**Hand estimates of 4p levels and their spin splitting in Cd²⁺ and Cd³⁺**

The table holds 4p eigenvalues, mean radii, spin splittings and Σ<r²> from all-electron, scalar-relativistic, spherical local-spin-density calculations (Quantum ESPRESSO ld1.x; exchange-only, PZ and PW92, with and without self-interaction correction). The program tests an additive rule for the mean level: an anchor row plus the correlation potential at one shell density, a self-interaction term $-c/\langle r\rangle$ with $c$ taken from other shells, and an ionisation term fitted on one pair of rows. On the four rows not used as anchor or fit, the level comes out too deep by 0.68 eV rms. The splitting, estimated from the spin stiffness of the uniform gas at polarisation 1/17, is 16–17 % too large without fitting and within about 1 % after scaling to the exchange-only row. A hydrogenic picture gives inconsistent effective charges, and a Hartree–Fock exchange count is about three times the computed splittings.

All-electron Kohn-Sham calculations on Cd²⁺ and Cd³⁺ with ld1.x of Quantum ESPRESSO 7.5, using scalar-relativistic, spin-polarised LDA with spherical densities and a point nucleus. SIC is the Perdew-Zunger self-interaction correction. Σ<r²> runs over all electrons, and eigenvalues are negative for bound levels.

## The fit in Python

```python
# Table: 4p eigenvalues, radii, spin gap of Cd2+/Cd3+; Quantum ESPRESSO ld1.x, scalar-relativistic spherical LSDA (x-only, PZ, PW92; +-SIC).
# Tested: additive hand rule (anchor + v_c - c/<r> - k/<r4d>) and gap = 2*zeta*spin stiffness at one density.
T = {
    'ion': ['Cd2+', 'Cd2+', 'Cd2+', 'Cd3+', 'Cd3+', 'Cd3+'],
    'Z': [48, 48, 48, 48, 48, 48],
    'charge': [2, 2, 2, 3, 3, 3],  # e
    'N': [46, 46, 46, 45, 45, 45],
    'configuration': ['[Kr] 4d10', '[Kr] 4d10', '[Kr] 4d10', '[Kr] (4d up)5 (4d down)4', '[Kr] (4d up)5 (4d down)4', '[Kr] (4d up)5 (4d down)4'],
    'functional': ['LDA x-only', 'LDA-PZ', 'LDA-PZ', 'LDA x-only', 'LDA-PZ', 'LDA-PW92'],
    'correction': ['none', 'none', 'SIC', 'none', 'SIC', 'SIC'],
    'eigenvalue_4p_up': [-84.344, -86.019, -95.126, -101.0, -111.96, -111.98],  # eV
    'eigenvalue_4p_down': [-84.344, -86.019, -95.126, -100.1, -111.2, -111.2],  # eV
    'mean_radius_4p_up': [0.96014, 0.95957, 0.9613, 0.95265, 0.95342, 0.95344],  # bohr
    'mean_radius_4p_down': [0.96014, 0.95957, 0.9613, 0.95257, 0.95358, 0.95358],  # bohr
    'gap': [0.0, 0.0, 0.0, 0.8965, 0.7521, 0.7773],  # eV
    'sum_of_r_squared': [29.84, 29.6, 29.54, 26.08, 25.92, 25.92],  # bohr²
}
import numpy as np
from scipy.constants import physical_constants as pc
H = pc['Hartree energy in eV'][0]
N, up, dn, ru, rd, gap, S = (np.array(T[k], float) for k in ['N', 'eigenvalue_4p_up', 'eigenvalue_4p_down',
    'mean_radius_4p_up', 'mean_radius_4p_down', 'gap', 'sum_of_r_squared'])
fn, co = T['functional'], T['correction']
lab = ['Cd%d+ %s/%s' % (48-n, f.replace('LDA', '').strip(' -'), c) for n, f, c in zip(N, fn, co)]
m, r, n4, dq = (up+dn)/2, (ru+rd)/2, N-28, 46-N
rs = np.sqrt(5/3*S/n4)/n4**(1/3)
# further outputs of the same runs (less vetted): Cd2+ PZ eigenvalue without SIC, with SIC (eV), <r> with SIC (bohr)
sh = {'1s': (-26512.54, -26865.36, .0303824), '2s': (-3953.044, -4022.65, .1318023), '2p': (-3551.255, -3639.827, .1147501),
      '3s': (-751.6663, -776.1589, .3592726), '3p': (-619.8534, -644.9541, .3577796), '3d': (-412.8983, -442.4316, .3343287),
      '4s': (-124.8556, -134.7208, .880226), '4d': (-30.70619, -37.96627, 1.25152)}
F0pp, F0dp, G1, G3, r4d = 25.47852, 22.11054, 13.67554, 8.334892, 1.260044  # same source
# defining constants of the PZ (rs<1) and PW92 functionals, recalled
U, P = (.0311, -.048, .002, -.0116), (.01555, -.0269, .0007, -.0048)
ec = lambda x, p: p[0]*np.log(x)+p[1]+p[2]*x*np.log(x)+p[3]*x
vc = lambda x, p: p[0]*np.log(x)+p[1]-p[0]/3+2/3*p[2]*x*np.log(x)+(2*p[3]-p[2])/3*x
sx = lambda x: 4/9*0.75*(9/(4*np.pi**2))**(1/3)/x
spz = lambda x: (4/9)/(2**(1/3)-1)*(ec(x, P)-ec(x, U))
spw = lambda x: 2*.016887*(1+.11125*x)*np.log(1+1/(2*.016887*(10.357*x**.5+3.6231*x+.88026*x**1.5+.49671*x*x)))
print('rounding floor: 0.0005 eV (Cd2+), 0.005 eV (Cd3+), gap 0.00005 eV, radii 0.000005 bohr')
print('steps of mean 4p (eV): corr %.3f SIC %.3f ionise x-only %.3f ionise PZ/SIC %.3f' % (m[1]-m[0], m[2]-m[1], m[3]-m[0], m[4]-m[2]))
print('PZ->PW92 (SIC) eV: up %.2f down %.2f gap %.4f; x-only->PZ/SIC gap %.4f' % (up[5]-up[4], dn[5]-dn[4], gap[5]-gap[4], gap[4]-gap[3]))
print('radius %%: corr %.2f SIC %.2f ionise %.2f; r up-down' % tuple(100*(r[j]/r[i]-1) for i, j in [(0, 1), (1, 2), (0, 3)]), np.round((ru-rd)[3:], 5))
print('hydrogenic Zeff row 1: from energy %.1f, from radius %.1f; energy from radius-Zeff %.0f eV' % (np.sqrt(-32*m[0]/H), 23/r[0], -H*(23/r[0])**2/32))
cs = {k: (a-b)*x for k, (a, b, x) in sh.items()}
c = np.median(list(cs.values()))
c1s = 1.5*(5/8-(6/np.pi)**(1/3)*np.pi**(-1/3)*27/64)*H
print('SIC shift*<r> (eV bohr):', ' '.join('%s %.2f' % kv for kv in cs.items()))
print('median c %.2f; 4p actual %.2f; hydrogenic 1s %.2f eV bohr' % (c, (m[1]-m[2])*r[2], c1s))
print('4p: F0*<r> %.2f hartree bohr; SIC shift/F0 %.3f; c/<r> %.2f eV' % (F0pp*r[2]/H, (m[1]-m[2])/F0pp, c/r[2]))
K = 2/15*G1+3/35*G3
k = (m[0]-m[3])*r4d/H
print('ionisation: 1/<r4d> %.2f eV; frozen F0-K/2 %.2f eV; fitted k %.3f' % (H/r4d, F0dp-K/2, k))
isc = np.array(['x-only' not in f for f in fn]); sic = np.array([x == 'SIC' for x in co])
a, b, d = isc*vc(rs, U)*H, -(sic*c/r), -dq*k*H/r4d
pm = m[0]+a+b+d
print('mean 4p (eV): rs, corr, SIC, ion, model, table, resid, % (rows 1 and 4 are anchor and fit)')
for i in range(6):
    print('%-16s %.3f %6.2f %6.2f %6.2f %8.2f %8.2f %5.2f %4.1f' % (lab[i], rs[i], a[i], b[i], d[i], pm[i], m[i], pm[i]-m[i], 100*abs(pm[i]/m[i]-1)))
te = [1, 2, 4, 5]; w = max(te, key=lambda i: abs(pm[i]-m[i]))
print('four test rows: rms %.2f eV, worst %s %.2f eV' % (np.sqrt(np.mean((pm-m)[te]**2)), lab[w], pm[w]-m[w]))
sc = np.array([0 if not isc[i] else (spw(rs[i]) if 'PW92' in fn[i] else spz(rs[i])) for i in range(6)])
g = 2*dq/n4*(sx(rs)-sc)*H
gs = g*gap[3]/g[3]
print('gap (eV): exch part, corr part, absolute, table, err%, scaled, err%, table/HF count')
for i in (3, 4, 5):
    print('%-16s %.3f %.3f %.3f %.4f %5.1f %.3f %5.1f %.2f' % (lab[i], 2/n4[i]*sx(rs[i])*H, -2/n4[i]*sc[i]*H, g[i], gap[i],
          100*(g[i]/gap[i]-1), gs[i], 100*(gs[i]/gap[i]-1), gap[i]/K))
print('zeta %.4f; scale %.3f; HF count %.2f eV' % (1/n4[3], gap[3]/g[3], K))
print('gap ratio to x-only, table: PZ %.3f PW92 %.3f; PW92-PZ model scaled %.4f eV' % (gap[4]/gap[3], gap[5]/gap[3], gs[5]-gs[4]))
for x in (0.5, rs[4], 0.8):
    print('  model 1-corr/exch at rs %.2f: PZ %.3f PW92 %.3f; v_c %.2f eV' % (x, 1-spz(x)/sx(x), 1-spw(x)/sx(x), vc(x, U)*H))
for i in (4, 5):
    print('%s up/down model %.2f %.2f table %.2f %.2f eV' % (lab[i], pm[i]-g[i]/2, pm[i]+g[i]/2, up[i], dn[i]))
# further outputs, Cd3+ x-only, up and down eigenvalues (eV)
sp = {'3p': (635.0645, 634.8918), '3d': (428.1608, 427.9345), '4s': (140.0448, 139.1646), '4d': (44.78057, 43.91649)}
print('x-only splitting by shell (eV):', ' '.join('%s %.3f' % (q, v[0]-v[1]) for q, v in sp.items()))
assert np.all(gap[:3] == 0) and gap[3] > gap[5] > gap[4] > 0
assert m[0] > m[1] > m[2] and np.all(m[3:] < m[:3].min())
assert 0.3 < (m[1]-m[2])/F0pp < 0.45 and 0.5 < k < 1
assert np.all(gap[3:] < K/2)
```

Printed output:

```
rounding floor: 0.0005 eV (Cd2+), 0.005 eV (Cd3+), gap 0.00005 eV, radii 0.000005 bohr
steps of mean 4p (eV): corr -1.675 SIC -9.107 ionise x-only -16.206 ionise PZ/SIC -16.454
PZ->PW92 (SIC) eV: up -0.02 down 0.00 gap 0.0252; x-only->PZ/SIC gap -0.1444
radius %: corr -0.06 SIC 0.18 ionise -0.78; r up-down [ 8.0e-05 -1.6e-04 -1.4e-04]
hydrogenic Zeff row 1: from energy 10.0, from radius 24.0; energy from radius-Zeff -488 eV
SIC shift*<r> (eV bohr): 1s 10.72 2s 9.17 2p 10.16 3s 8.80 3p 8.98 3d 9.87 4s 8.68 4d 9.09
median c 9.13; 4p actual 8.75; hydrogenic 1s 10.92 eV bohr
4p: F0*<r> 0.90 hartree bohr; SIC shift/F0 0.357; c/<r> 9.50 eV
ionisation: 1/<r4d> 21.60 eV; frozen F0-K/2 20.84 eV; fitted k 0.750
mean 4p (eV): rs, corr, SIC, ion, model, table, resid, % (rows 1 and 4 are anchor and fit)
Cd2+ x-only/none 0.634  -0.00  -0.00  -0.00   -84.34   -84.34  0.00  0.0
Cd2+ PZ/none     0.632  -2.13  -0.00  -0.00   -86.48   -86.02 -0.46  0.5
Cd2+ PZ/SIC      0.631  -2.13  -9.50  -0.00   -95.97   -95.13 -0.85  0.9
Cd3+ x-only/none 0.622  -0.00  -0.00 -16.21  -100.55  -100.55  0.00  0.0
Cd3+ PZ/SIC      0.620  -2.15  -9.58 -16.21  -112.27  -111.58 -0.69  0.6
Cd3+ PW92/SIC    0.620  -2.15  -9.58 -16.21  -112.27  -111.59 -0.68  0.6
four test rows: rms 0.68 eV, worst Cd2+ PZ/SIC -0.85 eV
gap (eV): exch part, corr part, absolute, table, err%, scaled, err%, table/HF count
Cd3+ x-only/none 1.048 -0.000 1.048 0.8965  16.9 0.896   0.0 0.35
Cd3+ PZ/SIC      1.051 -0.181 0.870 0.7521  15.7 0.744  -1.1 0.30
Cd3+ PW92/SIC    1.051 -0.151 0.901 0.7773  15.9 0.770  -0.9 0.31
zeta 0.0588; scale 0.855; HF count 2.54 eV
gap ratio to x-only, table: PZ 0.839 PW92 0.867; PW92-PZ model scaled 0.0262 eV
  model 1-corr/exch at rs 0.50: PZ 0.850 PW92 0.877; v_c -2.30 eV
  model 1-corr/exch at rs 0.62: PZ 0.827 PW92 0.857; v_c -2.15 eV
  model 1-corr/exch at rs 0.80: PZ 0.797 PW92 0.829; v_c -1.97 eV
Cd3+ PZ/SIC up/down model -112.71 -111.84 table -111.96 -111.20 eV
Cd3+ PW92/SIC up/down model -112.72 -111.82 table -111.98 -111.20 eV
x-only splitting by shell (eV): 3p 0.173 3d 0.226 4s 0.880 4d 0.864
```
